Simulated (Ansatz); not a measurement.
**Dissociation curves of SiF2 (SMILES F[Si]F)**

SiF2 has 3 atoms, charge 0, and is taken as a singlet. SMILES: `F[Si]F`. Geometry: relaxed at GFN2-xTB.

```xyz
3

Si    0.0042   -0.0077   -0.7448
F     1.1659   -0.0173    0.3806
F    -1.1702    0.0250    0.3642
```

The Si1–F2 distance is scanned; the parts on either side stay rigid. Basis STO-3G, 7 core orbitals frozen in the correlated methods; program Ansatz 0.2.0. FCI is exact within this basis and core. Energies in eV from each method's value at 1.617 Å; methods without a U are spin-restricted; a dash marks a point that is missing or didn't converge. The shape above is that at 1.617 Å.

| distance (Å) | SVWN5 | wB97X | wB97M-V | HSE06 | CCSDT | CCSDT(Q) | CCSDTQ | FCI |
| --- | --- | --- | --- | --- | --- | --- | --- | --- |
| 1.617 | 0.00 | 0.00 | 0.00 | 0.00 | 0.00 | 0.00 | 0.00 | 0.00 |
| 2.022 | 1.37 | 1.63 | 1.65 | 1.50 | 1.44 | 1.41 | 1.43 | 1.43 |
| 2.426 | 3.69 | 4.26 | 4.28 | 3.96 | 3.34 | 3.30 | 3.32 | 3.32 |
| 3.235 | 6.44 | 7.60 | 7.64 | 6.94 | 4.49 | 4.49 | 4.47 | 4.47 |
| 4.044 | 7.14 | 8.78 | 8.84 | 7.80 | 4.56 | 4.55 | – | 4.54 |

Departure from the FCI curve at its largest: SVWN5 +2.61 eV at 4.04 Å; wB97X +4.25 eV at 4.04 Å; wB97M-V +4.31 eV at 4.04 Å; HSE06 +3.27 eV at 4.04 Å; CCSDT +0.03 eV at 4.04 Å; CCSDT(Q) -0.02 eV at 2.43 Å; CCSDTQ within 0.005 eV. Restricted functionals keep the electrons paired too, and rise too high.

The exact curve is nearly flat beyond 3.235 Å, as expected once the Si–F bond has separated into two radicals coupled to a singlet. That limit needs the bonding and antibonding configurations with almost equal weight. A single closed-shell determinant instead retains spurious ionic character, and the restricted functionals keep climbing. Their error at long distance grows from SVWN5 through HSE06 to the two long-range-corrected functionals, probably because exact exchange penalises the forced pairing more heavily. At 2.022 Å, however, SVWN5 still lies slightly below FCI.

Coupled cluster copes because only one electron pair is being broken: double excitations supply the missing configuration, and the higher ones correlate the remaining electrons around it. This success needn't carry over to multiple bonds.

The FCI plateau of 4.54 eV is well below the known strength of this bond. The minimal basis is the likely cause, since it gives fluorine too little flexibility to hold the charge it draws from silicon. The curves therefore support a ranking of methods, not a dissociation energy.
